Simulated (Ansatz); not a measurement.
# Ligand exchange: H2 + C2H6SSi → SiH4 + C2H4S

Species: H2 (hydrogen), singlet; C2H6SSi `C=CS[SiH3]`, singlet; SiH4 (silane) `[SiH4]`, singlet; C2H4S `C=CS`, singlet. The partners trade H for SiH3: H–H and S–SiH3 bonds give way to H–SiH3 and S–H.

Shapes, held fixed at every level: PBE0-D4/def2-TZVP. Flexible molecules stand in one conformer, not always the lowest. Programs: Ansatz 0.2.0. Electronic energies: no zero-point or thermal term.

```json
{"level": "r2SCAN-D4/def2-TZVPP", "kind": "meta-GGA", "ΔE (kJ/mol)": "+36.0", "less CCSD(T)/CBS estimate": "+1.0"}
{"level": "B3LYP-D4/def2-TZVPP", "kind": "global hybrid", "ΔE (kJ/mol)": "+31.1", "less CCSD(T)/CBS estimate": "-3.9"}
{"level": "PBE0-D4/def2-TZVPP", "kind": "global hybrid", "ΔE (kJ/mol)": "+34.3", "less CCSD(T)/CBS estimate": "-0.7"}
{"level": "wB97M-V/def2-TZVPP", "kind": "range-separated hybrid", "ΔE (kJ/mol)": "+31.4", "less CCSD(T)/CBS estimate": "-3.6"}
{"level": "wB97X-V/def2-TZVPP", "kind": "range-separated hybrid", "ΔE (kJ/mol)": "+29.5", "less CCSD(T)/CBS estimate": "-5.5"}
{"level": "B2PLYP/def2-TZVPP", "kind": "double hybrid", "ΔE (kJ/mol)": "+27.0", "less CCSD(T)/CBS estimate": "-8.0"}
{"level": "MP2/def2-TZVPP", "kind": "perturbation theory", "ΔE (kJ/mol)": "+39.7", "less CCSD(T)/CBS estimate": "+4.7"}
{"level": "CCSD(T)/CBS estimate", "kind": "coupled cluster or CI", "ΔE (kJ/mol)": "+35.0", "less CCSD(T)/CBS estimate": "0.0"}
```

The highest level, CCSD(T)/CBS estimate, gives ΔE = +35.0 kJ/mol; the levels span +27.0 to +39.7. The column of differences is taken from that level and isn't an error. No measured value is set beside it here. The CBS estimate extrapolates MP2 from def2-TZVPP and def2-QZVPP and adds CCSD(T) − MP2 in the triple-zeta set, cores frozen; for H2 it overshoots the exact energy by about 1 mEh.

Every level makes the exchange endothermic, so hydrogenolysis of the S–Si bond is uphill in electronic energy, by +35.0 kJ/mol at the coupled-cluster level. The main reason is probably what is given up on the left: the very strong H–H bond, formed by compact 1s orbitals without core or lone-pair repulsion, and a polar S–Si bond in which electropositive silicon is held by a more electronegative partner. The Si–H and S–H bonds formed in return don't make up for both.

The spread doesn't follow the class of method. The meta-GGA and PBE0 lie closest to coupled cluster, while B3LYP and both range-separated hybrids fall lower. B2PLYP lies below both B3LYP and MP2, so its result is no simple interpolation between them; the absence of a dispersion term, which would favour the larger silyl sulfide, may contribute. The sign is well supported, but the close agreement of r2SCAN and PBE0 in a single reaction doesn't establish general accuracy. Nothing here bears on the barrier to H–H cleavage.
